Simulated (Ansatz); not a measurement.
# Work function and adsorbate dipole against coverage for K, Ba, Na and Li on Mo(110), PBE slabs

A simple rule of thumb is that each further electropositive atom on a metal lowers the work function by the same amount, so that a denser layer is a better one. We put it to the test for a photocathode on Mo(110) that is to emit under light of 2.2 eV while carrying at most a quarter of a monolayer. The covered face must then have a work function below 2.2 eV. We also require that it stay below this limit if the computed value is 0.35 eV too low, the gap between calculation and measurement on the clean face. These limits are our own choice.

The calculation gives the work function Φ of the covered face and its change ΔΦ from the clean face, negative when the work function falls. The dipole is per adsorbed atom.

## Method

Ansatz 0.2.0, plane-wave Kohn-Sham DFT with its default PAW datasets at a cutoff of 420 eV, PBE. Slabs of 4 layers at the tabulated measured lattice constant with the lower two layers held; adsorbates on the upper face in cells of 1 to 9 surface atoms, started on the site named and relaxed with the upper layers until forces are under 0.02 eV/Å. k-spacing 0.20 Å⁻¹ (2π included), Fermi-Dirac smearing of 0.1 eV, 18 Å of vacuum, dipole correction. Spin-paired, no spin-orbit coupling.

Notes on method and selection:

- One starting site was run; real layers may sit elsewhere, sink into the surface or rebuild it.
- Changes under about 0.15 eV are within the error of slabs this thin.
- Runs in which an atom moved over 1.3 Å, mostly full layers of large atoms, are not listed; the work function can turn there.
- Alkali layers pass through a minimum of the work function; at one coverage the larger alkalis can lie past theirs while smaller ones are near it, so the order need not follow the ionisation energy.
- Neighbouring dipoles tend to depolarise each other as the coverage rises, unless heights or bonding change.
- Runs in which the search for lower states was switched off are not listed.
- Work functions and vacuum levels are read from the electrostatic potential (Hartree and local ionic parts), which a warning of a rough exchange-correlation potential in thin density does not concern.
- Error sizes named in these notes are rules of thumb and were not measured on these runs.
- The default PAW datasets of this version of Ansatz are the set soft_2.
- Runs that did not converge, have known faults or may not be shown are not listed, and runs on Ansatz's PAW sets soft_1 and soft_2 are kept to separate tables.

Columns:

- density (nm⁻²): adsorbates per area.
- height (Å): height of the adsorbed atom (the lowest atom of a molecule) over the highest substrate atom.
- coverage (ML): adsorbates per surface atom.
- ΔΦ (eV): work function of the covered face less that of the clean face.
- dipole (D): dipole per adsorbate from ΔΦ by the Helmholtz relation, positive end outwards.
- Φ covered (eV): work function of the covered face.

## The series

| member | system | density (nm⁻²) | height (Å) | coverage (ML) | ΔΦ (eV) | dipole (D) | Φ covered (eV) | remark |
| --- | --- | --- | --- | --- | --- | --- | --- | --- |
| clean | K on Mo(110), hollow | 0.00 | – | 0.000 | 0.00 | – | 4.60 |  |
| 0.1111 ML | K on Mo(110), hollow | 1.58 | 3.10 | 0.111 | −2.46 | 4.13 | 2.13 | moved 0.7 Å sideways off the starting site |
| 0.25 ML | K on Mo(110), hollow | 3.56 | 3.08 | 0.250 | −2.95 | 2.20 | 1.65 | moved 0.7 Å sideways off the starting site |
| clean | Ba on Mo(110), hollow | 0.00 | – | 0.000 | 0.00 | – | 4.60 |  |
| 0.1111 ML | Ba on Mo(110), hollow | 1.58 | 2.79 | 0.111 | −2.43 | 4.07 | 2.17 | moved 0.7 Å sideways off the starting site |
| 0.25 ML | Ba on Mo(110), hollow | 3.56 | 2.80 | 0.250 | −2.52 | 1.88 | 2.08 | moved 0.7 Å sideways off the starting site |
| clean | Na on Mo(110), hollow | 0.00 | – | 0.000 | 0.00 | – | 4.60 |  |
| 0.1111 ML | Na on Mo(110), hollow | 1.58 | 2.70 | 0.111 | −1.69 | 2.84 | 2.91 | moved 0.7 Å sideways off the starting site |
| 0.25 ML | Na on Mo(110), hollow | 3.56 | 2.65 | 0.250 | −2.64 | 1.97 | 1.95 | moved 0.7 Å sideways off the starting site |
| clean | Li on Mo(110), hollow | 0.00 | – | 0.000 | 0.00 | – | 4.60 |  |
| 0.25 ML | Li on Mo(110), hollow | 3.56 | 2.26 | 0.250 | −2.10 | 1.56 | 2.50 | moved 0.7 Å sideways off the starting site |
| 1 ML | Li on Mo(110), hollow | 14.25 | 2.24 | 1.000 | −1.34 | 0.25 | 3.26 | moved 0.7 Å sideways off the starting site |

## The trend and its physics

The Helmholtz relation is ΔΦ = −0.377 μ n, with ΔΦ in eV, the dipole μ in D and the density n in nm⁻². If μ were constant, going from one ninth to one quarter of a monolayer would multiply ΔΦ by 3.56 / 1.58 = 2.25. The table gives 2.64 / 1.69 = 1.56 for Na, 2.95 / 2.46 = 1.20 for K and 2.52 / 2.43 = 1.04 for Ba. For K the first atoms lower Φ by 2.46 / 1.58 = 1.56 eV per nm⁻², the later ones by only (2.95 − 2.46) / (3.56 − 1.58) = 0.25 eV per nm⁻².

The heights change by at most 0.05 Å in this step, so they do not explain why the K dipole drops from 4.13 to 2.20 D. The accepted explanation is mutual depolarisation. The dipoles stand side by side with their positive ends outwards, and the field of the neighbours draws electrons back towards each adsorbate. For layers of the same pattern this field scales as μ n^(3/2). For K it grows by (2.20 / 4.13) × 2.25^(3/2) = 1.80, although each dipole has almost halved.

The order of the elements also depends on coverage. At one ninth, K and Ba are level and Na lags Ba by 2.43 − 1.69 = 0.74 eV. Na and Ba have similar heights and similar first ionisation energies, so the larger Ba dipole may owe something to its second valence electron. At one quarter Na has caught up: its ΔΦ differs from that of Ba by 0.12 eV, less than the 0.15 eV or so expected as the error of such thin slabs.

## Members off the line

The full Li layer departs most from the rule. Its density is four times that of the quarter layer, yet Φ is higher by 3.26 − 2.50 = 0.76 eV. The dipole has shrunk to 0.25 / 1.56 = 0.16 of its former value, whereas a factor of one quarter would have left ΔΦ unchanged. The usual picture is that in so dense a layer the Li atoms share their electrons as a metal film, and little charge transfer per atom remains.

The rise is well above the slab error, and we trust its sign for this structure. The Li atom ended midway between surface atoms, above an atom of the second layer, which is where the next Mo atom would sit. A real full layer may choose another spacing.

"Hollow" names the starting site only, since every adsorbate moved 0.7 Å sideways from it.

## Measured values

| member | quantity | measured | computed, K on Mo(110), hollow | computed − measured | conditions | source |
| --- | --- | --- | --- | --- | --- | --- |
| clean | Φ covered (eV) | 4.95 | 4.60 | −0.35 | compiled values differ between sources by a tenth of an eV or more; compiled experimental value; Mo(110) single-crystal face | [1] |

Sources:

[1] "Anisotropic work function of elemental crystals" (2019, arXiv:1902.07811)

The only measured value is that of the clean face, 4.95 eV against 4.60 eV computed, a difference of −0.35 eV. Three contributions are plausible. PBE tends to give work functions of metals somewhat low, roughly by one to three tenths of an eV. The thin slab can add an error of either sign. Compiled measured values themselves differ between sources by a tenth of an eV or more, as surface cleanliness and steps affect them. With a single compiled value we do not assign the difference to any one of these.

An error common to the clean and covered faces cancels in ΔΦ but stays in Φ, which is why the selection carries it as a margin. The covered faces are not compared here.

The general behaviour of alkali layers on refractory metals is well established by experiment: the work function falls steeply, passes through a minimum and rises again towards that of the alkali metal. The Li rows agree with this in having a higher work function at the full layer than at the quarter layer. The K and Na rows stop at one quarter and show only the fall.

## Choosing a member

Seven covered rows meet the coverage limit. Two of them fail on the work function as computed: Li at one quarter (2.50 eV) and Na at one ninth (2.91 eV). Five lie below 2.2 eV: K at one quarter (1.65 eV), Na at one quarter (1.95 eV), Ba at one quarter (2.08 eV), K at one ninth (2.13 eV) and Ba at one ninth (2.17 eV).

We now add the 0.35 eV of the clean face as a safety margin. In the same order, the five values become 1.65 + 0.35 = 2.00, 1.95 + 0.35 = 2.30, 2.08 + 0.35 = 2.43, 2.13 + 0.35 = 2.48 and 2.17 + 0.35 = 2.52 eV, and only K at one quarter still passes.

The longest wavelength that releases electrons is λ = 1240 / Φ, with λ in nm and Φ in eV. The lamp works at 1240 / 2.2 = 564 nm. The K quarter layer responds up to 1240 / 1.65 = 752 nm as computed and up to 1240 / 2.00 = 620 nm with the margin. The Na quarter layer goes from 1240 / 1.95 = 636 nm to 1240 / 2.30 = 539 nm, which is too short.

Near threshold the photoyield goes roughly as (hν − Φ)², where hν is the photon energy. With equal prefactors, K would yield ((2.2 − 1.65) / (2.2 − 1.95))² = 4.8 times as much as Na. The same formula shows how much the margin costs: the K yield would fall to ((2.2 − 2.00) / (2.2 − 1.65))² = 0.13 of its computed value.

Our pick is K at a quarter of a monolayer, with Na at the same coverage as runner-up. A relative shift of 1.95 − 1.65 = 0.30 eV would reverse them, and a different real arrangement of either layer could cause one. The pick also needs control of the dose, because at one ninth K has only 2.2 − 2.13 = 0.07 eV in hand. For a hot cathode we would reconsider Ba, which is held more firmly on refractory metals than K.

## Conclusions

In each of the four systems the dipole per atom falls as the layer gets denser: from one ninth to one quarter of a monolayer for K, Ba and Na, and from one quarter to a full layer for Li. The rule of equal steps therefore fails: later atoms add less than the first ones, and for Li the full layer even has a higher work function than the quarter layer.

Two effects left out here can exceed the 2.50 − 1.65 = 0.85 eV spread of the quarter layers. Loss of the adsorbate raises Φ, by 2.95 eV if the whole K quarter layer goes. Heavy oxidation by residual gas also raises it, roughly by an eV or more.

[On method and selection: Run and not listed: Li on Mo(110) at 0.111 ML and Li on Mo(110) at 0.5 ML (the reason was not traced).]
